## Cluster scaling and hyperscaling relations

### Definitions and premises

Each site of a $d$-dimensional lattice is occupied independently with probability $p$, and neighbouring occupied sites belong to one cluster. Let $n_s(p)$ be the number of finite clusters of $s$ sites per lattice site, $P(p)$ the probability that a site belongs to an infinite cluster, $p_c$ the threshold and $\epsilon=p-p_c$. The moments are $M_k=\sum_{s\ge1}s^kn_s$. An occupied site lies in a finite or in an infinite cluster, so

$$M_1+P=p. \tag{1}$$

$M_0$ counts clusters per site and acts as the free energy in the Fortuin–Kasteleyn mapping to the $q\to1$ Potts model. $S=M_2/M_1$ is the mean size of the finite cluster at an occupied site. The exponents are defined by $P\propto\epsilon^{\beta}$, $S\propto|\epsilon|^{-\gamma}$, $M_0^{\rm sing}\propto|\epsilon|^{2-\alpha}$ and $\xi\propto|\epsilon|^{-\nu}$. Here $\xi^2$ is the mean square distance between two sites of the same finite cluster. A cluster has $s^2$ ordered pairs of sites, at mean square distance $2R_s^2$, where $R_s^2$ is the squared radius of gyration averaged over clusters of $s$ sites. Hence

$$\xi^2=\frac{2\sum_sR_s^2s^2n_s}{\sum_ss^2n_s}. \tag{2}$$

Two premises are used.

**(A) One characteristic size.** For $s\to\infty$, $\epsilon\to0$ at fixed $z=\epsilon s^{\sigma}$,

$$n_s=q_0\,s^{-\tau}f(z),\qquad f(z)=1+f_1z+f_2z^2+\dots \tag{3}$$

with $\sigma>0$ and $2<\tau<3$. The function $f$ is analytic at $z=0$ because each $n_s$ is a polynomial in $p$ and cannot be singular at $p_c$. It falls faster than any power for $z\to\pm\infty$, which cuts the distribution off at $s_\xi\propto|\epsilon|^{-1/\sigma}$. The bound $\tau>2$ follows from $M_1\le p$ at $p_c$, and $\tau<3$ makes $S$ diverge there.

**(B) Self-similar geometry.** In the same limit $R_s=a\,s^{1/d_f}g(z)$, with $a$ the lattice spacing and $g$ positive, smooth and bounded by a power of $|z|$. A critical cluster that crosses a region of side $L$ has of order $(L/a)^{d_f}$ sites in it.

### The singular part of a moment

Set $x_k=(\tau-1-k)/\sigma$ and suppose first that it is not a non-negative integer. Let $m^*$ be the largest integer below $x_k$, or $m^*=-1$ if $x_k<0$, and split $f(z)=\sum_{m=0}^{m^*}f_mz^m+r(z)$. Then

$$M_k=q_0\sum_{m=0}^{m^*}f_m\epsilon^m\sum_ss^{k-\tau+m\sigma}+q_0\sum_ss^{k-\tau}\,r(\epsilon s^\sigma).$$

The inner sums of the first term converge, because $m<x_k$ is the same as $\tau-k-m\sigma>1$. That term is a polynomial in $\epsilon$. In the second term replace the sum by an integral from $s=0$ and substitute $u=|\epsilon|s^\sigma$, so that $s=(u/|\epsilon|)^{1/\sigma}$ and $ds/s=du/(\sigma u)$. Since $s^{k+1-\tau}=(u/|\epsilon|)^{-x_k}$,

$$M_k^{\rm sing}=\frac{q_0}{\sigma}\,I_k^{\pm}\,|\epsilon|^{x_k},\qquad I_k^\pm=\int_0^\infty u^{-x_k-1}\,r(\pm u)\,du, \tag{4}$$

with the sign of $\epsilon$. The integral converges at $u\to0$ because $r=O(u^{m^*+1})$ and $m^*+1>x_k$. It converges at infinity because $|r|$ grows at most as $u^{m^*}$ and $m^*<x_k$, or decays rapidly if nothing was subtracted. The difference between sum and integral comes from $s$ of order one, where $r$ may be expanded; it is a power series in $\epsilon$ that starts at $\epsilon^{m^*+1}$, smaller than (4). The failure of (3) at small $s$ changes the coefficients of the analytic terms. A relative correction $s^{-\Omega}$ to (3) at large $s$ shifts $\tau$ to $\tau+\Omega$ in the same calculation and adds a weaker term $|\epsilon|^{x_k+\Omega/\sigma}$. If $x_k$ is a non-negative integer $m$, the term $f_mz^m$ makes the integral diverge logarithmically at $u\to0$ and gives $\epsilon^m\ln|\epsilon|$; when $f_m=0$, (4) holds as written.

### The exponents $\gamma$, $\beta$, $\alpha$ and $\nu$

**Mean size.** For $k=2$, $x_2=(\tau-3)/\sigma<0$. Nothing is subtracted, $I_2^\pm>0$, and $M_1\to p_c$ stays finite. Therefore $S\simeq q_0I_2^\pm|\epsilon|^{-\gamma}/(\sigma p_c)$ with $\gamma=(3-\tau)/\sigma$ on both sides of $p_c$.

**Order parameter.** For $k=1$, $x_1=(\tau-2)/\sigma>0$. Take $x_1<1$, so that $r=f-1$ and

$$M_1=M_1(p_c)+\frac{q_0}{\sigma}I_1^\pm|\epsilon|^{x_1}+O(\epsilon).$$

Below $p_c$, (1) gives $M_1=p_c+\epsilon$. Letting $\epsilon\to0^-$ yields $M_1(p_c)=p_c$, so $P(p_c)=0$, and the absence of a term $|\epsilon|^{x_1}$ requires

$$I_1^-=\int_0^\infty u^{-x_1-1}[f(-u)-1]\,du=0. \tag{5}$$

The bracket tends to $-1$ at large $u$, so it must be positive somewhere: $f$ exceeds 1 at some $z<0$. Above $p_c$, (1) gives $P=-(q_0/\sigma)I_1^+\epsilon^{x_1}+O(\epsilon)$, so $\beta=(\tau-2)/\sigma$ provided $I_1^+\ne0$; positivity of $P$ then demands $I_1^+<0$. The case $x_1=1$ is treated on the tree.

**Cluster number.** For $k=0$, (4) gives $2-\alpha=(\tau-1)/\sigma$, provided $I_0^\pm$ do not both vanish.

**Correlation length.** With (B), the numerator of (2) is a moment of order $k=2+2/d_f$ with $fg^2$ in place of $f$. It scales as $|\epsilon|^{(\tau-3-2/d_f)/\sigma}$ and the denominator as $|\epsilon|^{(\tau-3)/\sigma}$, so $\xi^2\propto|\epsilon|^{-2/(\sigma d_f)}$. Collecting,

$$\beta=\frac{\tau-2}{\sigma},\quad\gamma=\frac{3-\tau}{\sigma},\quad2-\alpha=\frac{\tau-1}{\sigma},\quad\nu=\frac1{\sigma d_f}. \tag{6}$$

The last relation says $s_\xi\propto\xi^{d_f}$. Eliminating $\tau$ and $\sigma$ gives $1/\sigma=\beta+\gamma$, $\tau=2+\beta/(\beta+\gamma)$, $2-\alpha=2\beta+\gamma$ and $d_f=(\beta+\gamma)/\nu$. The dimension $d$ has not entered, and three exponents $(\tau,\sigma,d_f)$ remain independent.

### An exact case: the tree of coordination 3

On the Bethe lattice with three neighbours per site everything in (3)–(6) can be computed. A branch entered from its parent is either empty or an occupied site with two further branches, so the generating function of branch shapes obeys $A=1+xA^2$. Clusters of $s$ sites that contain a given site are counted by the coefficient of $x^{s-1}$ in $A^3$, which Lagrange inversion gives as $\frac{3}{2s+1}\binom{2s+1}{s-1}$. Such a cluster has $3s$ bond ends, of which $2(s-1)$ are internal, hence $s+2$ empty neighbours, all distinct. Thus

$$s\,n_s=\frac{3}{2s+1}\binom{2s+1}{s-1}p^s(1-p)^{s+2}. \tag{7}$$

Stirling's formula gives $\binom{2s+1}{s-1}\simeq2\cdot4^s/\sqrt{\pi s}$, and $4p(1-p)=1-4\epsilon^2$ with $p_c=1/2$. Therefore

$$n_s\simeq\frac{3}{4\sqrt\pi}\,s^{-5/2}e^{-4\epsilon^2s},$$

which is (3) with $\tau=5/2$, $\sigma=1/2$, $q_0=3/(4\sqrt\pi)$ and $f=e^{-4z^2}$. Equation (6) predicts $\beta=1$, $\gamma=1$, $\alpha=-1$. The integers $x_1=1$ and $x_0=3$ bring no logarithm because $f$ is even. The integrals, equal on both sides, are $I_2=\sqrt\pi/4$, $I_1=-2\sqrt\pi$ and $I_0=16\sqrt\pi/3$, and (4) gives

$$M_2\simeq\frac{3}{8|\epsilon|},\qquad M_1^{\rm sing}=-3|\epsilon|,\qquad M_0^{\rm sing}=8|\epsilon|^3.$$

With $\beta=1$ the singular term is of the same order as the analytic one, and (5) does not apply. Write $M_1=p_c+b_1\epsilon-3|\epsilon|$. Below $p_c$ this is $p_c+(b_1+3)\epsilon$, and (1) fixes $b_1=-2$. Above $p_c$, $P=p-M_1=(1-b_1+3)\epsilon=6\epsilon$.

Direct calculation confirms each amplitude. The probability $Q$ that a branch is finite obeys $Q=1-p+pQ^2$, with root $Q=(1-p)/p$ above $p_c$; then $P=p(1-Q^3)\simeq6\epsilon$. Below $p_c$ the mean number of connected sites at generation $\ell\ge1$ from an occupied site is $3p(2p)^{\ell-1}$, so $S=1+3p/(1-2p)=(1+p)/(1-2p)$ and $M_2=pS\simeq3/(8|\epsilon|)$. A finite tree has one site more than it has bonds, and there are $3/2$ bonds per site. So $M_0=p-\frac32p^2$ below $p_c$ and $M_0=pQ^3-\frac32p^2Q^4$ above. The second exceeds the continuation of the first by $16\epsilon^3$ to leading order, which is $2\times8\epsilon^3$, as a term $8|\epsilon|^3$ requires.

To embed the tree in space, let each bond be an independent random step of length $a$ and ignore overlaps. Sites $\ell$ generations apart are then at mean square distance $a^2\ell$, and

$$\xi^2=\frac{a^2}{S}\sum_{\ell\ge1}\ell\,3p(2p)^{\ell-1}=\frac{3p\,a^2}{(1+p)(1-2p)}\simeq\frac{a^2}{2|\epsilon|}.$$

Hence $\nu=1/2$ and, by (6), $d_f=1/(\sigma\nu)=4$. These are the mean-field exponents.

### Counting large clusters: hyperscaling

Work at $p_c$, or at $L\ll\xi$, and set $a=1$. Take a block of side $L$ centred in a block of side $3L$. Let $N(L)$ be the mean number of distinct clusters of the larger block that join the inner block to the outer boundary; call them spanning clusters. A site is connected over a distance $L$ if it lies in a cluster with $s\gtrsim s_L\propto L^{d_f}$. By (3) the probability is

$$\Pi(L)\simeq q_0\int_{s_L}^\infty s^{1-\tau}ds=\frac{q_0\,s_L^{2-\tau}}{\tau-2}\propto L^{-d_f(\tau-2)}=L^{-\beta/\nu},$$

where (6) gave $\beta/\nu=d_f(\tau-2)$. The inner block holds $L^d\,\Pi(L)$ such sites, and by (B) each spanning cluster supplies of order $L^{d_f}$ of them. Therefore

$$N(L)\propto L^{\theta},\qquad\theta=d-d_f-\frac\beta\nu=d-d_f(\tau-1). \tag{8}$$

**Lower bound, $\theta\ge0$.** Let $w_L$ be the probability of at least one spanning cluster, so $N\ge w_L$. A path of length much greater than $L$ passes through a chain of blocks, each joined to its outer boundary. A fixed fraction of them have disjoint outer blocks and are independent, and the number of chains of $n$ blocks grows at most as $C_d^{\,n}$ with $C_d$ depending on $d$ alone. If $w_L$ were below a constant set by $C_d$, connections would decay exponentially. Since $w_L$ is a polynomial in $p$, this would remain so slightly above $p_c$, where an infinite cluster exists. So $w_L(p_c)$ is bounded away from zero for all $L$, and $N$ cannot fall as a power of $L$.

**Upper bound.** Distinct spanning clusters use disjoint sites. The van den Berg–Kesten inequality then bounds the probability of $k$ or more by $w_L^k$, and summing over $k\ge1$ gives $N\le w_L/(1-w_L)$. If $w_L$ stays away from 1, $N$ is bounded and $\theta=0$. In $d=2$ this follows from the Russo–Seymour–Welsh estimates: a blocking circuit of empty sites around the inner block has a probability bounded below. For $2<d<6$ it is a third premise:

**(C)** the number of spanning clusters stays of order one.

With $\theta=0$, (8) gives the hyperscaling relations

$$d_f=d-\frac\beta\nu,\qquad\tau=1+\frac d{d_f}. \tag{9}$$

Inserting $\tau-1=d/d_f$ in (6) yields $2-\alpha=d/(\sigma d_f)=d\nu=2\beta+\gamma$ and $\gamma/\nu=(3-\tau)d_f=2d_f-d$. Two exponents now fix all the others. Equation (9) has a plain geometric content. The density of clusters larger than $s$ is $\int_s^\infty n_{s'}ds'\propto s^{1-\tau}$; with $s\propto R^{d_f}$ this is $R^{-d_f(\tau-1)}=R^{-d}$. A region of side $R$ holds of order one cluster of radius $R$, at every scale below $\xi$.

### The upper critical dimension

The mean-field values in (8) give $\theta=d-4\cdot\frac32=d-6$. For $d<6$ this violates $\theta\ge0$, so the mean-field set cannot hold there. For $d>6$ a heuristic count shows that the tree picture is consistent. One spanning cluster fills a fraction $L^{4-d}$ of the block. The path that carries another long connection is a random walk with $L^2$ sites. The mean number of these sites that the first cluster blocks is $L^2L^{4-d}=L^{6-d}$, which vanishes as $L$ grows; encounters at short range only shift $p_c$. Mean-field behaviour has been proved by the lace expansion (Hara and Slade) in high enough dimension, and for $d>6$ when bonds are sufficiently spread out. Above six dimensions, then,

$$\tau=\tfrac52,\quad\sigma=\tfrac12,\quad\nu=\tfrac12,\quad d_f=4,\qquad N(L)\propto L^{d-6}. \tag{10}$$

Relations (6) survive. Relations (9) fail, since $d-\beta/\nu=d-2>4$, but by (8) they hold with $d$ replaced by $d-\theta=6$. At $d=6$ the mean-field values satisfy (9), and the power laws carry logarithmic factors. Equation (10) describes a block cut from the infinite system. With periodic boundaries clusters wrap around, and the largest size follows from $L^ds^{1-\tau}\sim1$, that is $s\sim L^{2d/3}$, which exceeds $L^4$ for $d>6$.

### Two dimensions

The accepted exact values $\beta=5/36$ and $\nu=4/3$, proved for site percolation on the triangular lattice (Smirnov and Werner), are inputs here. From (9) and (6),

$$d_f=2-\tfrac5{48}=\tfrac{91}{48}\approx1.896,\quad\tau=\tfrac{187}{91}\approx2.055,\quad\sigma=\tfrac1{\nu d_f}=\tfrac{36}{91}\approx0.396,$$

$$\gamma=\tfrac{43}{18}\approx2.389,\qquad\alpha=2-\tfrac83=-\tfrac23 .$$

### Range of validity

Relations (6) rest on (A) and (B) in any dimension. They describe the leading singularities for $|\epsilon|\ll1$ and $s\gg1$ with $|z|$ of order one or less; far tails with $s\gg s_\xi$ have other shapes (branched below $p_c$, compact above). Relations (9) need (C) as well: they are established in $d=2$, assumed for $2<d<6$, modified by logarithms at $d=6$ and replaced by (10) above. The chain $d=1$ is marginal: $p_c=1$ and $n_s=(1-p)^2p^s\simeq s^{-2}z^2e^{z}$ with $z=\epsilon s$, so $\tau=2$, $\sigma=1$ and $f(0)=0$. The amplitudes $q_0$, $p_c$ and the scales of $z$ and $R_s$ are not universal. Correlated or continuum systems are expected to share the exponents if their correlations are short-ranged; by Weinrib's criterion, quoted here, correlations that decay as $r^{-y}$ with $y<d$ are irrelevant only for $y>2/\nu$, which is $3/2$ in the plane. A sample of side $L$ obeys the bulk laws for $\xi\ll L$, and a film of thickness $h$ is two-dimensional for $\xi\gg h$.

### Illustration: islands of a thin Au film near coalescence

In a plan-view micrograph $p$ is the area fraction covered by metal and $s=A/A_0$ is the island area in units of an elementary area. Growth is kinetic: small islands are compact droplets that reshape on contact, and only the branched structure on longer scales is modelled as short-range-correlated percolation. The inputs are the following. The threshold $p_c=0.70$ and a thickness of about 7 nm are typical of Au evaporated on an insulating substrate at room temperature and are chosen to reproduce that behaviour. The length amplitude $\xi_0=10$ nm, of the order of a typical branch width, is assumed, and so is $A_0=\xi_0^2=100$ nm$^2$. With $t=(p_c-p)/p_c$ the model is $\xi=\xi_0t^{-4/3}$, cutoff area $A_\xi=A_0t^{-91/36}$, filling $A_\xi/\xi^2=t^{5/36}$ and $S\propto t^{-43/18}$.

| $t$ | $p$ | $\xi$ (µm) | $A_\xi/A_0$ | $A_\xi$ (µm$^2$) | $A_\xi/\xi^2$ | $S/S(0.10)$ |
|---|---|---|---|---|---|---|
| 0.10 | 0.630 | 0.22 | $3.4\times10^2$ | 0.034 | 0.73 | 1 |
| 0.05 | 0.665 | 0.54 | $1.9\times10^3$ | 0.19 | 0.66 | 5.2 |
| 0.02 | 0.686 | 1.8 | $2.0\times10^4$ | 2.0 | 0.58 | 47 |

In each row $\xi$ far exceeds the thickness. Analytic corrections of relative order $t$, about 10 per cent in the first row, limit the entries to two figures at best. A field of view of 1 µm equals $\xi$ at $t=(\xi_0/L)^{3/4}=0.032$, or $p_c-p=0.022$, so the third row needs a larger field.

For $A_0\ll A\ll A_\xi$ the predictions contain no amplitude. A tenfold radius of gyration means an area larger by $10^{91/48}=79$, against 100 for compact islands. The number of islands above a given area falls by $10^{\tau-1}=11.3$ per decade of area and, by (9), by exactly 100 per decade of radius. The share of the surface held by islands above a given area falls only by the factor $10^{-(\tau-2)}=0.88$ per decade.

Two corrections, one at each end of this range, compete with the small number $\tau-2=0.055$. Scale $z$ so that the cutoff lies at $|z|=1$, that is $z=-ts^{\sigma}$ and $|z|=(A/A_\xi)^{36/91}$. For $n_s\propto s^{-\tau}f(z)(1+bs^{-\Omega})$ the local slope is

$$\tau_{\rm eff}=-\frac{d\ln n_s}{d\ln s}=\tau+\frac{b\,\Omega\,s^{-\Omega}}{1+bs^{-\Omega}}-\sigma\,\frac{zf'(z)}{f(z)}.$$

Assume $\Omega=72/91$, the value accepted for planar percolation, and $|b|$ of order one. The second term is then about $\Omega s^{-\Omega}$ in size, which is 0.13 at $s=10$ and 0.021 at $s=100$. It drops below a tenth of $\tau-2$ only for $s>144^{91/72}=5.3\times10^2$. That is above the cutoff in the first row, within a factor of four of it in the second and more than a decade below it in the third.

The third term is about $-\sigma f_1z$ for small $|z|$ and dies away only as $(A/A_\xi)^{36/91}$ below the cutoff. The coefficient $f_1$ is not expected to be small, because (5) with $x_1=5/36$ forces $f$ well above 1 below $p_c$: a crude shape that rises as $1+|f_1|u$ up to $u=1$ and vanishes beyond satisfies (5) for $|f_1|=(1-x_1)/x_1=6.2$. Assume only $|f_1|=1$. Since $\Omega=2\sigma$, the lower limit $s=144^{91/72}$ has $|z|=12t$. In the third row this is 0.24, and $\sigma|f_1z|=0.095$, which exceeds $\tau-2$ itself, is 17 times the tolerance and grows towards the cutoff. The tolerance needs $|z|<0.014$, so a window begins to open only for $t<1/864=1.2\times10^{-3}$, where $A_\xi/A_0=2.6\times10^7$ and $\xi=82$ µm; a larger $|f_1|$ lowers this $t$ in proportion. No row of the table leaves a usable window. A histogram at these coverages can at best show that $\tau$ is near 2 and cannot test (9) at the level of $\tau-2$.

The same exponents serve for a wiring metal that nucleates as islands. For a Ru liner with an assumed $\xi_0=2$ nm, the model gives $\xi=0.11$ µm at $t=0.05$ on a blanket wafer. On a trench floor of assumed width 20 nm, $\xi$ reaches the width at $t=0.18$, where the largest planar clusters hold about 79 elementary areas; closer to threshold the connectivity is one-dimensional, and no planar scaling window opens.

All lengths and areas above are the model's, not the material's. They scale as $\xi_0$ and $\xi_0^2$, and $\xi_0$ depends on substrate, deposition rate and temperature, so a factor of 2 in this assumed input moves the areas by a factor of 4 while the ratios stay fixed.